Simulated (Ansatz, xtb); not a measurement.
## CH6SiTe: which of two isomers lies lower

Structure I is `C[Te][SiH3]`, a singlet and structure II is `[SiH3]C[TeH]`, a singlet. Both are isolated molecules in the gas phase, relaxed with B3LYP-D3(BJ)/def2-SVP; the shapes shown needn't be the lowest conformers.

I (Å):

```xyz
9

C    -2.2219    0.5110    0.5063
Si   -0.8799   -1.9068   -1.5157
Te   -3.0747   -0.7722   -1.0503
H    -1.8204   -0.1103    1.3161
H    -3.0422    1.1346    0.8843
H    -1.4391    1.1449    0.0723
H    -1.1257   -2.9001   -2.5987
H     0.1481   -0.9204   -1.9593
H    -0.3689   -2.6031   -0.2989
```

II (Å):

```xyz
9

C     0.3799    0.2179    0.8202
Si   -0.6495    0.3338   -0.7568
Te    2.2934   -0.8104    0.5215
H    -0.9813   -1.0317   -1.2500
H    -0.1412   -0.3907    1.5756
H    -1.9183    1.0789   -0.4879
H     2.7113    0.1480   -0.7841
H     0.5858    1.2022    1.2635
H     0.1169    1.0648   -1.8067
```

Problem. Which of the two would you expect CCSD(T)/def2-TZVP electronic energies to favour?

Solution. Structure I; the calculation gives E(II) − E(I) = +13.6 kcal/mol.

The same difference at several levels:

```
                level               geometry  E(II) − E(I) (kcal/mol)  departure from the last row (kcal/mol)  job, with rough time for the two
             GFN2-xTB               GFN2-xTB                     +14.8                                    +1.2              optimisation, 0.22 s
            HF/STO-3G               GFN2-xTB                     +20.7                                    +7.1              single point, 0.64 s
   r2SCAN-D4/def2-SVP               GFN2-xTB                     +13.9                                    +0.3               single point, 3.3 s
B3LYP-D3(BJ)/def2-SVP  B3LYP-D3(BJ)/def2-SVP                     +13.4                                    −0.1                optimisation, 31 s
         HF/def2-TZVP  B3LYP-D3(BJ)/def2-SVP                     +14.1                                    +0.5           part of the CCSD(T) run
        MP2/def2-TZVP  B3LYP-D3(BJ)/def2-SVP                     +14.6                                    +1.0           part of the CCSD(T) run
    CCSD(T)/def2-TZVP  B3LYP-D3(BJ)/def2-SVP                     +13.6                                                        single point, 76 s
```

As drawn, II has 1 C–Si, 1 Te–H in place of 1 Si–Te, 1 C–H.

None of the levels shown reverses the order. The largest departure from CCSD(T)/def2-TZVP is that of HF/STO-3G, 7.1 kcal/mol.

With harmonic frequencies from B3LYP-D3(BJ)/def2-SVP (ideal gas, rigid rotor, one conformer each, 400 K, 1 atm): the zero-point term adds −2.0 kcal/mol; ΔH is +11.3 and ΔG +12.2 kcal/mol.

The correlated steps freeze 10 core orbitals; the filled d shell of Te is correlated, in a basis made for valence electrons. Atoms past krypton carry core potentials in the def2 sets, other sets are all-electron and non-relativistic, and no spin–orbit term is included. Mirror images aren't counted in ΔG. Run with Ansatz 0.2.0, xtb 6.7.1; the last row on 2 threads of Arm Neoverse V1 on a shared host.

The methyl silyl telluride is clearly favoured over the silylmethyl tellurol, and the bond exchange suggests why. Both isomers keep a C–Te bond, so the contest is between Si–Te plus C–H in I and C–Si plus Te–H in II. Carbon's compact valence orbitals overlap well with hydrogen 1s, whereas the diffuse 5p orbitals of tellurium make a much weaker bond to hydrogen. That gain probably outweighs the loss of the strong C–Si bond in favour of the weaker Si–Te one.

Hartree–Fock in the larger basis already gives +14.1 kcal/mol, so the preference doesn't depend on electron correlation; the STO-3G excess probably reflects mainly the inflexible minimal basis. Zero-point motion narrows the gap, as expected when a stiff C–H oscillator is replaced by a softer Te–H one. Entropy acts slightly the other way, probably because I has looser torsions and bends about tellurium. The energies establish a thermodynamic order for these two structures, but say nothing about the barrier between them or whether another connectivity lies lower still.
